Q: I need the atomization energy of Ge2H4, and I can afford one good calculation. Should I simply choose the highest level of theory on offer?

A: Look first at how far each level lies from the best estimate. A negative value means that the molecule is bound too weakly against its separate atoms. HF is the mean-field level, MP2 adds the correlation of electron pairs by perturbation theory, and the coupled-cluster levels from CCSD to CCSDT(Q) treat pairs, triples and quadruples ever more fully. The suffix CBS marks the basis limit; rows without it use a small basis. The AFQMC rows come from random walks and carry statistical noise.

Errors in the atomization energy of Ge2H4 (neutral singlet, RHF determinant, PBE0/def2-TZVP geometry, frozen cores), computed with Ansatz 0.2.0 and an in-house AFQMC program, afq 1. Rows without CBS use cc-pVDZ; CBS rows are def2-TZVPP/QZVPP limits. The best estimate is CCSD(T)/CBS plus the cc-pVDZ step from CCSD(T) to CCSDT(Q).

```
         level  this level less the best estimate at the basis limit (meV)  statistical noise, one standard error (meV)
            HF                                                     -4718.0                                         0.00
           MP2                                                     -1692.0                                         0.00
          CCSD                                                     -1423.0                                         0.00
       CCSD(T)                                                     -1223.0                                         0.00
         CCSDT                                                     -1200.0                                         0.00
      CCSDT(Q)                                                     -1185.0                                         0.00
   ph-AFQMC/HF                                                     -1166.0                                        56.00
 ph-AFQMC/CISD                                                     -1204.0                                        18.00
released AFQMC                                                     -1172.0                                        11.00
    free AFQMC                                                     -1193.0                                        16.00
        HF/CBS                                                     -4560.0                                         0.00
       MP2/CBS                                                      -514.0                                         0.00
   CCSD(T)/CBS                                                       -38.0                                         0.00
```

Q: CCSDT(Q) is off by more than an electronvolt, and plain MP2 at the basis limit does better. Is the expensive method bad for germanium?

A: No, the basis is to blame. CCSD(T) misses 1223 meV in the small basis and 38 meV at the limit, with no change of method. The whole shortfall of CCSDT(Q) counts as basis error here, because the best estimate takes CCSDT(Q) as its highest level. Two extreme cases make the point: almost complete correlation in a small basis fails by 1.2 eV, and a complete basis with no correlation, HF/CBS, fails by 4.6 eV. You have to pay for both, but perhaps not in the same calculation.

Q: Why does the basis matter so much for CCSD(T), when HF hardly cares?

A: HF gains only 158 meV on the way to the limit, against 1185 meV for CCSD(T). In a mean field each electron sees the smooth average cloud of the others, and smooth orbitals are easily built from few functions. Correlated electrons avoid each other individually, and the exact wavefunction has a kink wherever two of opposite spin meet. Products of smooth orbitals reproduce that kink only slowly, with functions of ever higher angular momentum, which a small basis lacks.

Q: But the separate atoms have correlated electrons too. Why doesn't the error cancel?

A: Imagine pulling the molecule apart. Each hydrogen atom leaves with a single electron, which has no partner to avoid. Each germanium atom keeps its 4s pair and the correlation between its 4s and 4p electrons, but its two 4p electrons have parallel spins, and the Pauli principle already keeps those apart. In the molecule all twelve valence electrons sit in six pairs of opposite spin. Bonding therefore creates close pairs that the atoms do not have, and their correlation strengthens the binding. The same argument suggests that a molecule with more new pairs suffers more, both from leaving out correlation and from a small basis.

Q: Then how good are the methods themselves, once the basis is set aside?

A: Compare them with CCSDT(Q) in the same small basis. HF falls short by 3.5 eV, MP2 by 507 meV, CCSD by 238 meV and CCSD(T) by 38 meV. For HF the shortfall grows to 4.6 eV at the basis limit, because the small basis also hides part of the correlation that HF lacks. Thermochemistry usually aims at 1 kcal/mol, about 43 meV. CCSD(T) is the first level in this sequence to come that close, with little to spare.

Q: MP2 recovers most of what HF lacks. Can I trust it for the rest?

A: Its result owes much to cancellation. The total energy of the molecule in MP2 lies 1439 meV above that of CCSDT(Q), yet the atomization energy is wrong by only 507 meV. The difference, 932 meV, is cancelled by similar errors in the separate atoms. A hydrogen atom has one electron and no correlation, so this error belongs to the two germanium atoms. Their 4s, 4p and lowest empty orbitals lie close together, and low-order perturbation theory is expected to fall short for such near neighbours, in the 4s pair and even more in the pairs that join a 4s to a 4p electron.

Q: What do the triples in CCSD(T) add that CCSD cannot supply?

A: They let a third electron respond while two others avoid each other. That matters most where empty orbitals lie low, as they do in the weak, bent double bond between the germanium atoms. Two signs in the calculations fit this picture: one double excitation has a sizeable amplitude of 0.20, and the closed-shell mean-field solution is unstable when its spins are set free. In the small basis the triples strengthen the binding by 200 meV, nearly five times the thermochemical target. I would not leave them out here.

Q: CCSD(T) at the basis limit is beyond my computer. Is there a cheaper route?

A: Use each method for the part it can do. Take MP2 to the basis limit, and add the step from MP2 to CCSD(T) found in the small basis. Written for the errors against the best estimate, this gives

error ≈ MP2/CBS + [CCSD(T) − MP2] in the small basis
error ≈ −514 + (−1223 + 1692) = −45 meV

The estimated energy does not use the CCSD(T) calculation at the limit, which helps only to set the common zero of these errors. Its own error is −38 meV, so the shortcut misses it by 7 meV. No constant was fitted, and the printed output after this exchange lists the differences used.

Q: Why should a step from a poor basis be any good?

A: Because the two errors have different origins. The kink where two electrons meet is a matter of pairs, and MP2 already contains it. What CCSD(T) adds should be mostly a rearrangement among low-lying orbitals, and a small basis can hold much of that. One molecule cannot show that the match will always be this close, and some of it may be luck.

Q: Could I save even more and take only HF to the limit?

A: The same recipe with HF shows where it breaks down:

error ≈ −4560 + (−1223 + 4718) = −1065 meV

HF has no correlated pairs, so it cannot carry their slow convergence to the limit. The cheap method must already contain the physics that needs the large basis.

Q: What do these choices cost?

A: Formal scaling gives a rough guide. For a molecule twice as large, the work grows about 32-fold in MP2, 128-fold in CCSD(T) and 512-fold in CCSDT(Q). Enlarging the basis is costly too: twice as many empty orbitals make the triples step of CCSD(T) about 16 times dearer. The shortcut helps because only MP2 has to face the large basis.

Q: When is CCSDT(Q) worth its price?

A: When 38 meV matters to you, and only after the basis error has been brought below that. It can then be added as one more small-basis step. The best estimate was built in just this way, so the 38 meV left in CCSD(T)/CBS is that added step and not an independent test of CCSD(T).

Q: Could the random walks settle the last few tens of meV instead?

A: Not with these runs. All four AFQMC variants agree with CCSDT(Q) in the small basis within two standard errors, so they cannot be ranked. Nor are they four separate tests, since the released walk branches off the ph-AFQMC/CISD run. The match of ph-AFQMC/HF also rests on cancellation: its molecule lies 36 meV above CCSDT(Q), which puts its atoms about 55 meV above. The variant guided by a single determinant, ph-AFQMC/HF, has a noise of 56 meV. Noise falls only with the square root of the sampling, so bringing it down to 19 meV, half the step from CCSD(T) to CCSDT(Q), would take about nine times as many samples.

Q: Does their agreement at least confirm the reference?

A: Only in part. CCSDT(Q) was accepted as the reference on condition that it agreed with the released walk, so that agreement was required from the start. The molecular energies of the released and free walks also still moved by 20 to 30 meV at their last step. That is less than twice the combined noise of the two points, so the runs neither prove a plateau nor rule one out. The two phaseless variants, marked ph, may carry a bias from their constraint that the quoted noise does not include, and both runs, like the free walk, ended before they reached their target precision.

Q: I want equilibria among germanium hydrides in a hot gas. What accuracy do I need?

A: Suppose an error survives in the energy of a gas-phase reaction near 900 K, where the thermal energy kT is about 0.08 eV. An error of 0.5 eV then changes the equilibrium constant by a factor of about exp(0.5/0.08), or roughly five hundred. An error of 0.04 eV changes it by less than a factor of two. Reactions that keep the number and kind of bonds should cancel more of the error than atomization does. Rates also depend on barriers, which these numbers do not test.

Q: May I compare the best estimate with a measured atomization energy?

A: Not yet. Spin-orbit coupling stabilizes the free germanium atoms and lowers the atomization energy by roughly 0.24 eV, somewhat more than the triples contribute in the small basis. Zero-point motion lowers it further, and scalar relativity and the correlation of the 3d electrons have to be added as well. Until that is done, a disagreement with experiment says little about the choice between CCSD(T) and CCSDT(Q).

Printed output of the fit:

```
HF less CCSDT(Q), both cc-pVDZ, meV: -3533
MP2 less CCSDT(Q), both cc-pVDZ, meV: -507
CCSD less CCSDT(Q), both cc-pVDZ, meV: -238
CCSD(T) less CCSDT(Q), both cc-pVDZ, meV: -38
CCSDT less CCSDT(Q), both cc-pVDZ, meV: -15
gain from perturbative triples, CCSD to CCSD(T), meV: 200
HF gain from cc-pVDZ to the basis limit, meV: 158
MP2 gain from cc-pVDZ to the basis limit, meV: 1178
CCSD(T) gain from cc-pVDZ to the basis limit, meV: 1185
part of the CCSD(T) basis gain that is correlation, meV: 1027
CCSD(T) basis gain as percent of the best estimate 14.496 eV: 8.175
composite MP2 limit plus small-basis step to CCSD(T), error against best estimate, meV: -45
composite less direct CCSD(T) limit, meV: -7
phaseless AFQMC with HF trial less CCSDT(Q), meV: 19
phaseless AFQMC with CISD trial less CCSDT(Q), meV: -19
released AFQMC less CCSDT(Q), meV: 13
free AFQMC less CCSDT(Q), meV: -8
factor more samples for HF-trial noise of half the CCSD(T) to CCSDT(Q) step: 8.687
last move of the released molecular energy, meV: -27
last move of the free-projection molecular energy, meV: -21
MP2 molecular total energy above CCSDT(Q), meV: 1439
CCSD molecular total energy above CCSDT(Q), meV: 293
CCSD(T) molecular total energy above CCSDT(Q), meV: 54
MP2 error cancelled by the separated atoms, meV: 932
one kcal/mol in meV: 43.36
formal cost factor of MP2 for a molecule twice as large: 32
formal cost factor of CCSD(T) for a molecule twice as large: 128
formal cost factor of CCSDT(Q) for a molecule twice as large: 512
formal cost factor of the (T) step for twice the empty orbitals: 16
```
